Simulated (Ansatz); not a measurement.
AsP: energy above lowest point as volume scale varies

Free energy against uniform scaling of the volume at fixed shape and fractions; periodic cell, basis, potentials, k mesh and filling as listed. The results are calculated, by Ansatz 0.2.0.

The cell before it is scaled or strained (space group R3m, No. 160):
```
CELL_PARAMETERS angstrom
1.84260 1.06380 3.32630
-1.84260 1.06380 3.32630
0.00000 -2.12770 3.32630
ATOMIC_POSITIONS crystal
P 0.77252 0.77252 0.77252
As 0.22748 0.22748 0.22748
```

Settings of every row: functional PBEsol; dispersion none; potentials all-electron LAPW; k mesh 6x6x6; k shift 0x0x0; occupations fermi dirac; smearing width 0.05 eV; spin none; basis error target 0.001 eV/atom.

Limits: coarse k mesh, up to 40 meV an atom off; the cell comes from a prototype or a list of computed structures and needn't be the stable phase.

| row | volume scale | V (Å³/atom) | energy above lowest point (meV/atom) |
| --- | --- | --- | --- |
| 1 | 0.92 | 17.996 | 6.5 |
| 2 | 0.96 | 18.778 | 0 |
| 3 | 1 | 19.561 | 10.4 |
| 4 | 1.04 | 20.343 | ? |
| 5 | 1.08 | 21.126 | 71.2 |

Question: what energy above lowest point should row 4 give?

Worked fit of energy above lowest point. Take u = (V_r/V)^(2/3) − 1 with V_r = 19.169 Å³ an atom, which is twice the finite (Eulerian) strain; such expansions in the strain, on which the Birch-Murnaghan equation of state is built, carry the rest volume and the bulk modulus. The shown rows have u = 0.043, 0.01383, -0.0134, -0.06275. Least squares give energy above lowest point = 3.24 − 394.7 × u + 10965 × u² meV/atom; a straight line predicts inner rows, each left out in turn, worse (root mean square 19 against 0.25 meV/atom). The rows lie off it by 0.0, 0.1, -0.1, 0.0. Its lowest point lies at u = 0.0180, or V = 18.66 Å³ an atom, and the curvature there gives the bulk modulus at fixed shape and fractions, B = (4/9)(1 + u)² E″(u)/V = 86.7 GPa. Letting shape and atoms relax would as a rule lower it, by much in layered, chain or molecular crystals. The withheld row has u = -0.03885, so the fit gives 3.24 − 394.7 × (-0.03885) + 10965 × (-0.03885)² = 35.1 meV/atom.

The calculation gave 34.9 meV/atom. The fit lies 0.2 meV/atom (0.28 % of the column's range) above it; its largest miss of a shown row is 0.1 meV/atom.
